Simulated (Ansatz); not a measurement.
Mg₂NCl: energy above lowest point against volume scale

Free energy against uniform scaling of the volume at fixed shape and fractions; periodic cell, basis, potentials, k mesh and filling as listed. The results are calculated, by Ansatz 0.2.0.

The cell before it is scaled or strained (space group R-3m, No. 166):
```
cell vectors (Å)
   1.6607     0.9588     6.0030
  -1.6607     0.9588     6.0030
   0.0000    -1.9176     6.0030
atoms (fractions of the cell vectors)
Mg  0.22282  0.22282  0.22282
Mg  0.77718  0.77718  0.77718
N   0.50000  0.50000  0.50000
Cl  0.00000  0.00000  0.00000
```

Settings of every row: functional PBEsol; dispersion D3(BJ)+ATM; potentials PAW; wave cutoff 530 eV; density cutoff 2120 eV; k mesh 7x7x7; k shift 0x0x0; occupations fermi dirac; smearing width 0.3 eV; spin none; SCF threshold exponent -6.

Limits: wide smearing; the cell comes from a prototype or a list of computed structures and needn't be the stable phase.

```csv
row,volume scale,V (Å³/atom),energy above lowest point (meV/atom)
1,0.9,12.904,9.8
2,0.925,13.262,1.7
3,0.95,13.621,0
4,0.975,13.979,4
5,1,14.338,13
6,1.025,14.696,26.2
7,1.05,15.055,43.2
8,1.075,15.413,?
9,1.1,15.771,86.7
```

Question: what energy above lowest point should row 8 give?

Worked fit of energy above lowest point. Take u = (V_r/V)^(2/3) − 1 with V_r = 14.159 Å³ an atom, which is twice the finite (Eulerian) strain; such expansions in the strain, on which the Birch-Murnaghan equation of state is built, carry the rest volume and the bulk modulus. The shown rows have u = 0.06383, 0.0446, 0.02616, 0.00857, -0.00834, -0.02451, -0.04008, -0.06936. Least squares give energy above lowest point = 7.93 − 529.5 × u + 8746 × u² meV/atom; a straight line predicts inner rows, each left out in turn, worse (root mean square 12 against 0.051 meV/atom). The rows lie off it by 0.0, 0.0, -0.1, 0.0, 0.0, 0.0, 0.0, 0.0. Its lowest point lies at u = 0.0303, or V = 13.54 Å³ an atom, and the curvature there gives the bulk modulus at fixed shape and fractions, B = (4/9)(1 + u)² E″(u)/V = 97.6 GPa. Letting shape and atoms relax would as a rule lower it, by much in layered, chain or molecular crystals. The withheld row has u = -0.055, so the fit gives 7.93 − 529.5 × (-0.055) + 8746 × (-0.055)² = 63.5 meV/atom.

The calculation gave 63.5 meV/atom. The fit meets it to the printed digit.
